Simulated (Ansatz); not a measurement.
# A family of molecules: the atomisation energy (no zero-point term)

One atom is swapped for its congeners: Si(SeH)4; Ge(SeH)4; Sn(SeH)4. All are singlets with charge 0.

Shapes, held fixed at every level: PBE0-D4/def2-TZVP. Flexible molecules stand in one conformer, not always the lowest. Programs: Ansatz 0.2.0. Values in eV.

How should the atomisation energy change along the series?

At CCSD(T)/def2-TZVPP the atomisation energy falls at every step, from 24.65 to 22.80 eV. Every level shows the same order. For atoms past krypton def2 sets carry core potentials with scalar relativity. Relativity is left out for Ge, Se unless named. Correlated rows may include outer-core shells of Ge, Se, Sn, which these sets cover unevenly. Spin-orbit coupling, which grows down the group, is left out (summed over each molecule's free atoms 0.49, 0.59, 0.77 eV).

| level | Si(SeH)4 | Ge(SeH)4 | Sn(SeH)4 |
| --- | --- | --- | --- |
| SPW92/def2-TZVPP | 29.85 | 28.64 | 27.77 |
| PBE-D4/def2-TZVPP | 25.91 | 24.66 | 23.90 |
| BHLYP-D4/def2-TZVPP | 24.53 | 23.28 | 22.63 |
| wB97M-V/def2-TZVPP | 25.16 | 23.76 | 23.10 |
| MP2/def2-TZVPP | 25.02 | 23.91 | 22.93 |
| CCSD(T)/def2-SVP | 22.83 | 21.82 | 21.15 |
| CCSD(T)/def2-TZVPP | 24.65 | 23.65 | 22.80 |

The fall from 24.65 to 22.80 eV mainly reflects weaker bonds between the central atom and selenium, since the four Se–H bonds change little along the series. Down the group the valence s and p orbitals grow more diffuse and overlap less well with selenium, while the s electrons become costlier to engage in four bonds relative to the bonding gained. In every row the step from Si to Ge exceeds that from Ge to Sn. This probably reflects germanium's filled 3d shell, which shields the nucleus poorly and makes Ge less electropositive than Si, reducing bond polarity; tin partly regains it. Spin-orbit coupling should steepen the overall decline, because it stabilises the open-shell free atoms more than the closed-shell molecules.

The local density approximation overbinds strongly, as expected, yet keeps the order. Coupled-cluster values rise markedly from the smaller to the larger basis, so the ordering is better supported than the absolute energies, and closeness to the larger-basis result is no sound ranking of the functionals.
